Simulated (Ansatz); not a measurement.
Hf: pressure and energy change per atom as volume scale varies

Plane-wave DFT, scalar-relativistic PAW made under PBE with cores redone for the functional, no dispersion; the given relaxed cell is scaled uniformly, energy at zero smearing counts from the unscaled cell, pressure at the given Fermi-Dirac smearing is positive in compression. The results are calculated, by Ansatz 0.2.0.

The cell before it is scaled or strained (space group P6/mmm, No. 191):
```
Hf
1.0
      4.9725     0.0000     0.0000
     -2.4862     4.3063     0.0000
      0.0000     0.0000     3.0912
Hf
3
Direct
  0.00000 0.00000 0.00000
  0.33333 0.66667 0.50000
  0.66667 0.33333 0.50000
```

Settings of every row: spin polarised no; functional r2SCAN; wave cutoff 500 eV; smearing width 0.1 eV; k mesh 8x8x11.

Atom starting moment: 0 on all atoms.

Limits: no spin-orbit coupling, which can matter with elements this heavy; the cell comes from a prototype or a list of computed structures and needn't be the stable phase.

| row | volume scale | V (Å³/atom) | pressure (GPa) | energy change per atom (meV) |
| --- | --- | --- | --- | --- |
| 1 | 0.88 | 19.416 | ? | ? |
| 2 | 0.92 | 20.299 | 10.76 | 55.08 |
| 3 | 0.96 | 21.181 | 4.92 | 12.75 |
| 4 | 1.04 | 22.947 | -4.02 | 11.88 |
| 5 | 1.08 | 23.829 | -7.42 | 44.29 |
| 6 | 1.12 | 24.712 | -10.25 | 93.83 |

Question: what pressure and energy change per atom should row 1 give?

Worked fit of pressure. Take u = (V_r/V)^(2/3) − 1 with V_r = 22.947 Å³ an atom, which is twice the finite (Eulerian) strain; such expansions in the strain, on which the Birch-Murnaghan equation of state is built, carry the rest volume and the bulk modulus. The shown rows have u = 0.08518, 0.05484, 0, -0.02483, -0.0482. Least squares give pressure = −4.027 + 145.085 × u + 333.86 × u² GPa; a straight line predicts inner rows, each left out in turn, worse (root mean square 0.65 against 0.017 GPa). The rows lie off it by 0.01, -0.01, 0.01, 0.00, -0.01. The pressure vanishes at u = 0.0262, or V = 22.07 Å³ an atom, and there the bulk modulus at fixed shape and fractions is B = −V dP/dV = (2/3)(1 + u) dP/du = 111 GPa. Letting shape and atoms relax would as a rule lower it, by much in layered, chain or molecular crystals. The withheld row has u = 0.11783, so the fit gives −4.027 + 145.085 × (0.11783) + 333.86 × (0.11783)² = 17.70 GPa.

The calculation gave 17.79 GPa. The fit lies 0.09 GPa (0.32 % of the column's range) below it; its largest miss of a shown row is 0.01 GPa. This row lies beyond the range of the fit.

Worked fit of energy change per atom. Take u = (V_r/V)^(2/3) − 1 with V_r = 22.947 Å³ an atom, which is twice the finite (Eulerian) strain; such expansions in the strain, on which the Birch-Murnaghan equation of state is built, carry the rest volume and the bulk modulus. The shown rows have u = 0.08518, 0.05484, 0, -0.02483, -0.0482. Least squares give energy change per atom = 12.018 − 898.142 × u + 16504.4 × u² meV; a straight line predicts inner rows, each left out in turn, worse (root mean square 32 against 0.44 meV). The rows lie off it by -0.18, 0.35, -0.14, -0.20, 0.18 (root mean square 0.22 meV). The withheld row has u = 0.11783, so the fit gives 12.018 − 898.142 × (0.11783) + 16504.4 × (0.11783)² = 135.34 meV.

The calculation gave 132.9 meV. The fit lies 2.44 meV (1.8 % of the value, 2 % of the column's range) above it; its largest miss of a shown row is 0.35 meV. This row lies beyond the range of the fit.
